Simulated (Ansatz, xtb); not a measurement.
Relative energy of two isomers of C4H4N2SSi

We compare I, `N#Cc1csc([SiH3])n1`, a singlet, with II, `N#Cc1ncc([SiH3])s1`, a singlet. Both are isolated molecules in the gas phase, relaxed with r2SCAN-D4/def2-SVP.

Quicker runs give these differences E(II) − E(I): GFN2-xTB −0.65 kJ/mol; HF/STO-3G +10.16 kJ/mol (at GFN2-xTB geometries); r2SCAN-D4/def2-SVP//GFN2-xTB −5.51 kJ/mol.

Task: Estimate which is lower in electronic energy at CCSD(T)/def2-SVP + ΔMP2/def2-TZVPP, and by roughly how much.

Result: Too close to call at this level: CCSD(T)/def2-SVP + ΔMP2/def2-TZVPP gives E(II) − E(I) = −1.42 kJ/mol.

Level by level:

```
                             level            geometry  E(II) − E(I) (kJ/mol)  departure from the last row (kJ/mol)  job, with rough time for the two
                          GFN2-xTB            GFN2-xTB                   −0.65                                 +0.77              optimisation, 0.31 s
                         HF/STO-3G            GFN2-xTB                  +10.16                                +11.58              single point, 0.99 s
      r2SCAN-D4/def2-SVP//GFN2-xTB            GFN2-xTB                   −5.51                                 −4.09               single point, 6.1 s
                r2SCAN-D4/def2-SVP  r2SCAN-D4/def2-SVP                   −5.65                                 −4.23                optimisation, 56 s
                       HF/def2-SVP  r2SCAN-D4/def2-SVP                   +3.28                                 +4.71           part of the CCSD(T) run
                      MP2/def2-SVP  r2SCAN-D4/def2-SVP                   −6.06                                 −4.64           part of the CCSD(T) run
                  CCSD(T)/def2-SVP  r2SCAN-D4/def2-SVP                   −2.28                                 −0.86                      single point
CCSD(T)/def2-SVP + ΔMP2/def2-TZVPP  r2SCAN-D4/def2-SVP                   −1.42                                                     single point, 2 min
```

As drawn, both hold the same kinds of bond in the same numbers.

The largest departure from CCSD(T)/def2-SVP + ΔMP2/def2-TZVPP is that of HF/STO-3G, 11.58 kJ/mol. The last row adds to CCSD(T) the change of the MP2 difference between the two basis sets, here +0.86 kJ/mol.

With thermal terms from frequencies at re-optimised GFN2-xTB minima (ideal gas, soft modes damped towards free rotors, one conformer each, 298.15 K, 1 atm): on the last row, ΔE + ΔZPE = −0.48, ΔH = −0.68, ΔG = −0.27 kJ/mol.

The correlated steps freeze 16 core orbitals. Run with Ansatz 0.2.0, xtb 6.7.1; the last row on 2 threads of Intel(R) Xeon(R) Platinum 8488C (Sapphire Rapids) on a shared host.

The two thiazoles, 4-cyano-2-silyl (I) and 2-cyano-5-silyl (II), are nearly isoenergetic, and the sign of the small gap depends on electron correlation. At the same geometry and basis, Hartree–Fock favours I by 3.28 kJ/mol, whereas CCSD(T) favours II by 2.28 kJ/mol. A probable reason is that the mean-field preference reflects polarity: C2, flanked by nitrogen and sulfur, is electron-poor and better suited to the electropositive silyl group than to the electron-withdrawing cyano group. Correlation probably favours II through the conjugation of its nitrile with the adjacent ring C=N bond and sulfur. MP2 overshoots this shift, as it often does for delocalised π systems, and the coupled-cluster treatment takes part of it back.

Relaxing the geometry with r2SCAN-D4 barely changes that functional's answer, so the spread comes mainly from the electronic treatment. GFN2-xTB's closeness to the final value is probably fortuitous. Near-equal free energies don't imply easy interconversion, which would require rearranging the ring's substituents.
